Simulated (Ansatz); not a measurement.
Redistribution: C2H6S + C3H8Si → C2H8Si + C3H6S

Species: C2H6S (ethanethiol) `CCS`, singlet; C3H8Si (prop-2-enylsilane) `C=CC[SiH3]`, singlet; C2H8Si `CC[SiH3]`, singlet; C3H6S (allyl mercaptan) `C=CCS`, singlet. The partners trade SH for SiH3; both sit on C, so the bond types are kept.

Shapes, held fixed at every level: PBE0-D4/def2-TZVP. Flexible molecules stand in one conformer, not always the lowest. Programs: Ansatz 0.2.0. Electronic energies: no zero-point or thermal term.

```
               level                    kind  ΔE (kJ/mol)  less CCSD(T)/CBS estimate  CPU time (sum over the molecules)
r2SCAN-D4/def2-TZVPP                meta-GGA         +3.1                       -0.5                               32 s
 B3LYP-D4/def2-TZVPP           global hybrid         +2.0                       -1.6                               32 s
  wB97X-V/def2-TZVPP  range-separated hybrid         +3.7                       +0.1                               50 s
      MP2/def2-TZVPP     perturbation theory         +2.8                       -0.8                                  –
  CCSD(T)/def2-TZVPP   coupled cluster or CI         +3.0                       -0.6                            8.5 min
     CCSD/def2-TZVPP   coupled cluster or CI         +2.9                       -0.7                                  –
CCSD(T)/CBS estimate   coupled cluster or CI         +3.6                        0.0                             11 min
```

The highest level, CCSD(T)/CBS estimate, gives ΔE = +3.6 kJ/mol; the levels span +2.0 to +3.7. That is about zero within the method's error. The column of differences is taken from that level and isn't an error. No measured value is set beside it here. The CBS estimate extrapolates MP2 from def2-TZVPP and def2-QZVPP and adds CCSD(T) − MP2 in the triple-zeta set, cores frozen. Times are processor times on shared x86 and Arm servers, and rough.

Exchanging SH and SiH3 between the ethyl and allyl groups is nearly thermoneutral. Every level gives a small positive energy, but this is too small to establish a firm preference for the reactant pairing. The near balance follows from the conserved bond types: the C–S and C–Si bonds survive the exchange, so their large difference in polarity mostly cancels, leaving only the different response of each bond to a neighbouring vinyl group. In allylsilane, the electron-rich C–Si σ bond can donate into the C=C π* orbital, whereas in allyl mercaptan the low-lying C–S σ* orbital can accept π density. These opposing forms of hyperconjugation probably stabilise the two allyl compounds by similar amounts.

The same cancellation explains the weak dependence on correlation treatment: MP2, CCSD and CCSD(T) nearly coincide in the triple-zeta basis, and going to the basis-set limit matters more than adding triples. The reaction energy gives only the net balance, so it doesn't show how large either hyperconjugative interaction is.
